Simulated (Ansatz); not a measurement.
## A series in temperature on MgS

Harmonic phonon free energy (zero-point part included), entropy and heat capacity at constant volume from interpolated force constants; periodic cell, basis, potentials, k mesh and filling as listed. The results are calculated, by Ansatz 0.2.0.

Structure of every row (space group Fm-3m, No. 225):
```
CELL_PARAMETERS angstrom
0.00000 2.60160 2.60160
2.60160 0.00000 2.60160
2.60160 2.60160 0.00000
ATOMIC_POSITIONS crystal
Mg 0.00000 0.00000 0.00000
S 0.50000 0.50000 0.50000
```

Settings of every row: functional PBEsol; dispersion D3(BJ)+ATM; potentials norm-conserving; wave cutoff 1142.9 eV; density cutoff 4571.5 eV; k mesh 6x6x6; k shift 0x0x0; occupations fixed; smearing width 0 eV; spin none; phonon method finite displacements; phonon supercell 2x2x2; dipole term of polar modes included.

Limits: volume not checked for rest.

| row | temperature (K) | phonon entropy (k_B/atom) | phonon heat capacity (k_B/atom) | phonon free energy (meV/atom) |
| --- | --- | --- | --- | --- |
| 1 | 100 | 0.737 | 1.449 | 38.84 |
| 2 | 300 | ? | ? | ? |
| 3 | 500 | 4.603 | 2.894 | -64.42 |
| 4 | 700 | 5.586 | 2.945 | -152.67 |
| 5 | 900 | 6.329 | 2.967 | -255.6 |

Question: what phonon entropy and phonon heat capacity should row 2 give?

Worked fit of phonon entropy. Entropy rises as the heat capacity times the change of ln T, so take t = ln(T / 300 K). The shown rows have t = -1.0986, 0.5108, 0.8473, 1.0986. Least squares give phonon entropy = 3.244 + 2.54751 × t + 0.24151 × t² k_B/atom; a straight line predicts inner rows, each left out in turn, worse (root mean square 0.14 against 0.024 k_B/atom). The rows lie off it by 0.000, -0.005, 0.010, -0.005 (root mean square 0.0061 k_B/atom). The slope at t = 0, 2.55 k_B/atom, estimates the heat capacity at 300 K. The withheld row has t = 0, so the fit gives 3.244 + 2.54751 × (0) + 0.24151 × (0)² = 3.244 k_B/atom.

The calculation gave 3.162 k_B/atom. The fit lies 0.082 k_B/atom (2.6 % of the value, 1.5 % of the column's range) above it; its largest miss of a shown row is 0.010 k_B/atom.

Worked fit of phonon heat capacity. At high temperature a harmonic heat capacity falls short of its limit by a term in 1/T², so take t = (100 K / T)². The shown rows have t = 1, 0.04, 0.02041, 0.01235. Least squares give phonon heat capacity = 2.9999 − 2.695 × t + 1.1442 × t² k_B/atom; a straight line predicts inner rows, each left out in turn, worse (root mean square 0.019 against 0.0013 k_B/atom). All shown rows lie on it to the printed digit. The constant, 2.9999 k_B/atom, is to be held against the harmonic limit of 3 k_B an atom. The withheld row has t = 0.11111, so the fit gives 2.9999 − 2.695 × (0.11111) + 1.1442 × (0.11111)² = 2.715 k_B/atom.

The calculation gave 2.72 k_B/atom. The fit lies 0.005 k_B/atom (0.33 % of the column's range) below it; its largest miss of a shown row is 0.000 k_B/atom.

The other values of row 2: phonon free energy 3.42 meV/atom.
